\section{Pauli bounds on natural occupations and the idempotency criterion}

\subsection{Premises and conventions}

Let $\{\chi_p\}$ be a finite orthonormal basis of spin orbitals, with operators obeying
\begin{equation}
\{a_p,a_q^\dagger\}=\delta_{pq},\qquad \{a_p,a_q\}=0 .
\label{car}
\end{equation}
The state $|\Psi\rangle$ is normalised and is an eigenstate of $\hat N=\sum_p a_p^\dagger a_p$ with eigenvalue $N$. No Hamiltonian is assumed. The one- and two-particle density matrices are
\begin{equation}
\gamma_{pq}=\langle\Psi|a_p^\dagger a_q|\Psi\rangle,\qquad
\Gamma_{pqrs}=\langle\Psi|a_p^\dagger a_r^\dagger a_s a_q|\Psi\rangle .
\label{def}
\end{equation}
In this index order the pair $pq$ belongs to one electron and $rs$ to the other, the repulsion energy is $\tfrac12\sum (pq|rs)\Gamma_{pqrs}$, and $\sum_{pr}\Gamma_{pprr}=N(N-1)$. All indices run over spin orbitals unless stated otherwise. A Slater determinant means an antisymmetrised product of $N$ linearly independent spin orbitals, which may mix $\alpha$ and $\beta$ spin.

\subsection{Natural spin orbitals, trace and bounds}

Since $(a_p^\dagger a_q)^\dagger=a_q^\dagger a_p$, we have $\gamma_{pq}^*=\gamma_{qp}$. The Hermitian matrix $\gamma$ is diagonalised by a unitary $U$, $\sum_q\gamma_{pq}U_{qk}=n_kU_{pk}$, with real $n_k$. Define
\begin{equation}
b_k=\sum_q U_{qk}a_q,\qquad a_q=\sum_k U_{qk}^*b_k .
\label{nat}
\end{equation}
Then $\{b_k,b_l^\dagger\}=\sum_qU_{qk}U_{ql}^*=\delta_{kl}$, so the $b_k$ obey \eqref{car} as well, and $\langle b_k^\dagger b_l\rangle=\sum_{pq}U^*_{pk}\gamma_{pq}U_{ql}=n_k\delta_{kl}$. The orbitals $\phi_k=\sum_pU_{pk}^*\chi_p$ created by $b_k^\dagger$ are the natural spin orbitals of L\"owdin (1955), and the $n_k$ are their occupations.

The trace is invariant under $U$, so
\begin{equation}
\sum_kn_k=\sum_p\gamma_{pp}=\langle\hat N\rangle=N .
\label{trace}
\end{equation}
Both bounds are squared norms. The lower one uses only the definition, and the upper one uses $b_kb_k^\dagger=1-b_k^\dagger b_k$:
\begin{equation}
n_k=\|b_k\Psi\|^2\ge0,\qquad 1-n_k=\langle b_kb_k^\dagger\rangle=\|b_k^\dagger\Psi\|^2\ge0 .
\label{bounds}
\end{equation}
Hence $0\le n_k\le1$. The upper bound is the Pauli principle: for bosons the commutator gives $\|b_k^\dagger\Psi\|^2=1+n_k$, which restricts nothing. The step \eqref{bounds} needs only that $b_k^\dagger$ creates a normalised orbital, so the mean occupation of any normalised spin orbital, natural or not, lies in $[0,1]$.

\subsection{The idempotency criterion}

In the natural basis $\gamma^2=\gamma$ reads $n_k(1-n_k)=0$ for every $k$. By \eqref{bounds} every term of
\begin{equation}
\delta=\mathrm{Tr}(\gamma-\gamma^2)=\sum_kn_k(1-n_k)
\label{defect}
\end{equation}
is non-negative, so $\gamma^2=\gamma$ is equivalent to the single condition $\delta=0$.

\emph{A determinant has an idempotent $\gamma$.} Orthonormalising the $N$ orbitals among themselves multiplies the determinant by a nonzero constant, which normalisation reduces to a phase. Complete them to an orthonormal basis. In it, $b_k^\dagger b_l$ with $k\ne l$ either annihilates the determinant or turns it into a different, orthogonal one, and $b_k^\dagger b_k$ returns 1 or 0. Thus $\gamma$ is diagonal with $N$ ones, a projector, and a unitary change of basis preserves $\gamma^2=\gamma$.

\emph{An idempotent $\gamma$ implies a determinant.} If every $n_k$ is 0 or 1, then by \eqref{trace} exactly $N$ of them equal 1. Call this set $O$. The determinants $|I\rangle$ built from all $N$-element sets $I$ of natural spin orbitals are an orthonormal basis of the $N$-electron space, so $|\Psi\rangle=\sum_IC_I|I\rangle$, and because $b_k^\dagger b_k$ is diagonal in this basis,
\begin{equation}
1-n_k=\sum_{I\not\ni k}|C_I|^2 .
\label{holes}
\end{equation}
For $k\in O$ the left side vanishes, which forces $C_I=0$ for each $I$ that lacks $k$. The only $N$-element set that contains all of $O$ is $O$ itself. Therefore $|\Psi\rangle=e^{i\varphi}|O\rangle$.

The criterion is stable. For a general state let $O$ hold the $N$ largest occupations and let $r_I$ be the number of members of $O$ missing from $I$. Summing \eqref{holes} over $k\in O$ gives the hole count $\eta=\sum_{k\in O}(1-n_k)=\sum_Ir_I|C_I|^2$, and \eqref{trace} gives $\sum_{k\notin O}n_k=\eta$. Since $r_I\ge1$ for $I\neq O$, and since $n(1-n)$ exceeds neither $n$ nor $1-n$,
\begin{equation}
1-|C_O|^2\le\eta,\qquad \delta\le2\eta .
\label{stab}
\end{equation}
The second relation becomes an equality to first order when all occupations are close to 0 or 1. If the remainder consists of double excitations of small total weight $W$, then $\eta=2W$ and $\delta\approx4W$.

\subsection{Factorisation of $\Gamma$ and its converse}

For $|\Psi\rangle=|O\rangle$, the element $\langle b_k^\dagger b_m^\dagger b_nb_l\rangle$ is the overlap of $b_mb_k|O\rangle$ with $b_nb_l|O\rangle$. Each vector vanishes unless its two indices are distinct members of $O$, and is then, up to sign, the determinant with these two orbitals removed. The overlap is nonzero only if $\{k,m\}=\{l,n\}$. It equals $+1$ for $l=k$, $n=m$, and $-1$ for $n=k$, $l=m$, because $b_kb_m=-b_mb_k$. All cases are collected in
\begin{equation}
\langle b_k^\dagger b_m^\dagger b_nb_l\rangle=n_kn_m(\delta_{kl}\delta_{mn}-\delta_{kn}\delta_{ml}),
\label{natfac}
\end{equation}
where the two terms cancel for $k=m$, as they must. Insert \eqref{nat} for the four operators in \eqref{def}, use \eqref{natfac}, and recognise $\gamma_{pq}=\sum_kU_{pk}n_kU_{qk}^*$ in each factor:
\begin{equation}
\Gamma_{pqrs}=\gamma_{pq}\gamma_{rs}-\gamma_{ps}\gamma_{rq}.
\label{fac}
\end{equation}
The energy built from \eqref{fac} has the Coulomb and exchange terms of Hartree--Fock theory.

The converse holds at fixed $N$. Since $a_q|\Psi\rangle$ has $N-1$ electrons,
\begin{equation}
\sum_r\Gamma_{pqrr}=\langle a_p^\dagger\hat Na_q\rangle=(N-1)\gamma_{pq},
\label{contr}
\end{equation}
whereas the right side of \eqref{fac} contracts to $N\gamma_{pq}-(\gamma^2)_{pq}$. Equality requires $\gamma^2=\gamma$. Determinant, idempotency and factorisation are thus three equivalent statements. For a general state the cumulant $\lambda_{pqrs}=\Gamma_{pqrs}-\gamma_{pq}\gamma_{rs}+\gamma_{ps}\gamma_{rq}$ obeys, by the same two contractions,
\begin{equation}
\sum_r\lambda_{pqrr}=(\gamma^2-\gamma)_{pq},\qquad \sum_{pr}\lambda_{pprr}=-\delta .
\label{cum}
\end{equation}

\subsection{Spin blocks and the components of a multiplet}

Let $p,q$ now label spatial orbitals. In an eigenstate of $S_z$ the $\alpha\beta$ block of $\gamma$ vanishes, because $a_{p\alpha}^\dagger a_{q\beta}$ changes $M_S$ by one. Define $D=\gamma^\alpha+\gamma^\beta$ and $Q=\gamma^\alpha-\gamma^\beta$.

An eigenvalue of $D$ is the sum of the occupations of two normalised spin orbitals with the same spatial part, so it lies in $[0,2]$. The condition $D^2=2D$ leaves only the eigenvalues 2 and 0. Then $N/2$ spatial orbitals supply $N$ spin orbitals of occupation 1, and the argument following \eqref{holes} gives a closed-shell determinant. The condition on $D$ is therefore narrower than $\gamma^2=\gamma$: an open-shell determinant fails it.

$D$ is the same for all components of a multiplet. The operator $E_{pq}=\sum_\sigma a^\dagger_{p\sigma}a_{q\sigma}$ commutes with $S_\pm$, and $S_+S_-|S,M\rangle=c^2|S,M\rangle$ with $|S,M-1\rangle=S_-|S,M\rangle/c$. Hence
\begin{equation}
\langle S,M-1|E_{pq}|S,M-1\rangle=\frac{\langle S,M|E_{pq}S_+S_-|S,M\rangle}{c^2}=\langle S,M|E_{pq}|S,M\rangle .
\end{equation}
$Q$ is not. A spin rotation by $\pi$ about $x$ interchanges $\alpha$ and $\beta$, reverses the sign of the operator behind $Q$, and maps $|S,M\rangle$ on $|S,-M\rangle$ up to a phase. So $Q=0$ and $\gamma^\alpha=\gamma^\beta=D/2$ for $M=0$. More generally, that operator is the $z$ component of a spin vector operator, whose $x$ and $y$ components give the $\alpha\beta$ block. By the Wigner--Eckart theorem its expectation value in any state of the multiplet is proportional to $\langle\mathbf S\rangle$. With the axis along $\langle\mathbf S\rangle$, $m=|\langle\mathbf S\rangle|$ in units of $\hbar$, and $Q_S$ the matrix $Q$ of $|S,S\rangle$, the blocks are $\tfrac12[D\pm(m/S)Q_S]$. The cross terms cancel in $\mathrm{Tr}\,\gamma^2$, and
\begin{equation}
\delta(m)=N-\tfrac12\mathrm{Tr}D^2-\tfrac12\Big(\frac mS\Big)^2\mathrm{Tr}Q_S^2 .
\label{dm}
\end{equation}

\subsection{Triplet O$_2$ in its leading configuration}

The ground term $^3\Sigma_g^-$ is dominated by $1\sigma_g^21\sigma_u^22\sigma_g^22\sigma_u^23\sigma_g^21\pi_u^41\pi_g^2$. Let $|c\rangle$ be the closed-shell determinant of 14 electrons and $x,y$ the real $\pi_g$ orbitals, with spin quantised along the bond. Applying $S_-$ to the high-spin component and normalising gives
\begin{equation}
|1,1\rangle=a^\dagger_{x\alpha}a^\dagger_{y\alpha}|c\rangle,\qquad
|1,0\rangle=\tfrac1{\sqrt2}\big(a^\dagger_{x\alpha}a^\dagger_{y\beta}+a^\dagger_{x\beta}a^\dagger_{y\alpha}\big)|c\rangle .
\label{o2}
\end{equation}
For $M_S=1$ the occupations of $x\alpha,y\alpha,x\beta,y\beta$ are $1,1,0,0$ and $\delta=0$. For $M_S=0$ the two determinants differ in two spin orbitals, a one-electron operator cannot connect them, and $\gamma$ is diagonal with four occupations $\tfrac12$, so $\delta=4\cdot\tfrac14=1$. The criterion then excludes a single determinant in \emph{any} basis, spin-mixed ones included. Both components have $D$ occupations 1 and 1 in $\pi_g$. With $\mathrm{Tr}Q_1^2=2$, equation \eqref{dm} gives $\delta=1-m^2$: within the triplet only the states with $m=1$, the spin rotations of $|1,1\rangle$, are determinants.

Factorisation fails accordingly for $M_S=0$. The pair occupation $\langle n_{x\alpha}n_{y\alpha}\rangle$ is 0 and $\langle n_{x\alpha}n_{y\beta}\rangle$ is $\tfrac12$, while \eqref{fac} gives $\tfrac14$ for both. With $J_{xx}=J_{yy}=(xx|xx)$, $J_{xy}=(xx|yy)$ and $K_{xy}=(xy|yx)$, the repulsion of the two open-shell electrons is $J_{xy}-K_{xy}$ in both states \eqref{o2}. Inserting four occupations $\tfrac12$ in \eqref{fac} gives instead
\begin{equation}
\tfrac18\big[(8J_{xx}+8J_{xy})-(4J_{xx}+4K_{xy})\big]=J_{xy}-K_{xy}+\tfrac12(J_{xx}+K_{xy}),
\label{frac}
\end{equation}
the first bracket summing Coulomb integrals over all ordered pairs of the four spin orbitals and the second exchange integrals over pairs of equal spin. The excess $\tfrac12(J_{xx}+K_{xy})$ is what the cumulant removes. Under a spin-free Hamiltonian the two components are degenerate, so a defect $\delta=1$ here records spin coupling and carries no correlation energy relative to the high-spin determinant.

\subsection{Range of validity}

The results are kinematic and hold for any normalised fermionic state, ground or excited, with or without spin--orbit coupling. In a complete basis $\gamma$ is a positive operator of finite trace, it still has a complete set of eigenfunctions, and the proofs carry over. The limits are these.
\begin{enumerate}
\item The basis must be orthonormal. With an overlap matrix $\mathsf S$ and the density matrix $P$ in the basis functions, the occupations are the eigenvalues of $P\mathsf S$ and the criterion is $P\mathsf SP=P$.
\item Bra and ket must be the same vector, since \eqref{bounds} rests on norms. Variational CI and multiconfiguration states qualify. Coupled-cluster densities formed with distinct left and right states, and response densities of perturbation theory, are not of the form \eqref{def} and are not guaranteed to respect the bounds.
\item For an $N$-electron ensemble $\gamma=\sum_iw_i\gamma^{(i)}$ the bounds follow by averaging. An occupation of 1 forces the same value in every member with $w_i>0$, so idempotency still implies one determinant. The reading of $\delta>0$ changes, since mixing alone produces it.
\item The converse of \eqref{fac} used fixed $N$ in \eqref{contr}. A grand-canonical ensemble of independent electrons factorises with fractional occupations.
\item The bounds with \eqref{trace} are sufficient for $\gamma$ to come from some $N$-electron ensemble (Coleman, 1963), but not from a pure state, for which further constraints exist.
\item The spin relations, up to \eqref{dm}, need a pure multiplet and are modified by spin--orbit coupling.
\end{enumerate}

\subsection{Numerical illustration: $\pi$ correlation in O$_2$}

Keep the five $\sigma$ orbitals doubly occupied, so that they add nothing to $\delta$, and distribute six electrons over $\pi_u$ and $\pi_g$. For $M_S=1$ four $\alpha$ electrons fill the four orbitals and two $\beta$ electrons can be placed in six ways. Four of these have odd parity, which leaves two determinants for the $^3\Sigma_g^-$ state: $\Phi_1$ ($\pi_u^4\pi_g^2$) and $\Phi_2$ ($\pi_u^2\pi_g^4$). With the energy of $\Phi_1$ as zero, the gap $\Delta$ and the coupling $K>0$ by choice of phase,
\begin{equation}
H=\begin{pmatrix}0&K\\K&\Delta\end{pmatrix},\quad
\Psi=\cos\theta\,\Phi_1-\sin\theta\,\Phi_2,\quad \tan2\theta=\frac{2K}{\Delta}.
\end{equation}
The determinants differ in two $\beta$ spin orbitals, so $\gamma$ is diagonal. Write $u=\cos^2\theta$ and $v=\sin^2\theta$, with $u+v=1$. All $\alpha$ occupations are 1, and the $\beta$ occupations are $u$ in each $\pi_u$ and $v$ in each $\pi_g$ orbital. Thus $D$ has eigenvalues $1+u$ and $1+v$, $Q_1$ has $v$ and $u$, each twice, and the $M_S=0$ occupations are $D/2$. From \eqref{defect}, with $u^2+v^2=1-2uv$,
\begin{equation}
\delta_{M_S=1}=4uv,\qquad \delta_{M_S=0}=(1-u^2)+(1-v^2)=1+2uv .
\end{equation}
Their difference is $u^2+v^2=\tfrac12\mathrm{Tr}Q_1^2$, as \eqref{dm} requires.

Take the illustrative inputs $\Delta=20$ eV and $K=4.0$ eV for a bond length near equilibrium. They were chosen to give $\Phi_2$ a weight of a few per cent, as is typical of active-space wavefunctions of O$_2$, so the occupations below are the model's and test nothing about the molecule. Then $\tan2\theta=0.40$, $u=0.964$, $v=0.036$, and the energy is $\Delta/2-\sqrt{\Delta^2/4+K^2}=-0.77$ eV for all three components.
\begin{center}
\begin{tabular}{lcccccc}
 & $\pi_u\alpha$ & $\pi_u\beta$ & $\pi_g\alpha$ & $\pi_g\beta$ & $D$: $\pi_u$, $\pi_g$ & $\delta$\\
$M_S=1$ & 1 & 0.964 & 1 & 0.036 & 1.964, 1.036 & 0.138\\
$M_S=0$ & 0.982 & 0.982 & 0.518 & 0.518 & 1.964, 1.036 & 1.069
\end{tabular}
\end{center}
Each entry occurs twice, for $x$ and $y$, and each row sums to six electrons. For $M_S=1$ the hole count is $\eta=2v=0.072$, and \eqref{stab} reads $0.036\le0.072$ and $0.138\le0.143$. For $M_S=0$ each of the two leading determinants has weight $u/2=0.482$. The two components share $D$ and the energy, yet their defects differ by 0.931.

One neglected term competes with the correlation shift of the $M_S=0$ $\pi_g$ occupations, which is only 0.018 above $\tfrac12$. In complex orbitals $\pi_\pm$ the state $|1,0\rangle$ is the sum, and the $b\,^1\Sigma_g^+$ state the difference, of the determinants $a^\dagger_{+\alpha}a^\dagger_{-\beta}|c\rangle$ and $a^\dagger_{+\beta}a^\dagger_{-\alpha}|c\rangle$. The term $\zeta\sum_il_{z,i}s_{z,i}$ has the values $+\zeta$ and $-\zeta$ on them and so couples sum and difference with matrix element $\zeta$. With the approximate inputs $\zeta=0.022$ eV and a separation of 1.6 eV, the admixture is $\epsilon=0.014$. The amplitudes become proportional to $1\mp\epsilon$ and the occupations $\tfrac12\mp\epsilon$ to first order. The value 0.518 is thus split by about $\pm0.014$, and its third figure has meaning only for the spin-free model. The defect falls by only $4\epsilon^2=8\times10^{-4}$, small against $2uv=0.069$. Within $\pi_g^2$ the $M_S=\pm1$ components have no partner of equal angular momentum about the axis and are not mixed. The fine-structure splitting of the triplet, approximately 0.5 meV, corresponds to 6 K. Well above that temperature the three components are equally populated, $\langle\mathbf S\rangle=0$, and the spin-free ensemble has the same $\gamma$ as the pure $M_S=0$ state.

The model omits $\sigma$ excitations and all correlation into orbitals outside the valence shell. A typical weight of the leading determinant in a valence-correlated $M_S=1$ wavefunction is about 0.9, for which $\delta\approx4W$ gives about 0.4. The model's 0.138 is therefore low by roughly a factor of 3. Its contrast between the components is less exposed, because by \eqref{dm} it equals $\tfrac12\mathrm{Tr}Q_1^2$ exactly, and this stays near 1 as long as the spin density resides in two almost singly occupied orbitals.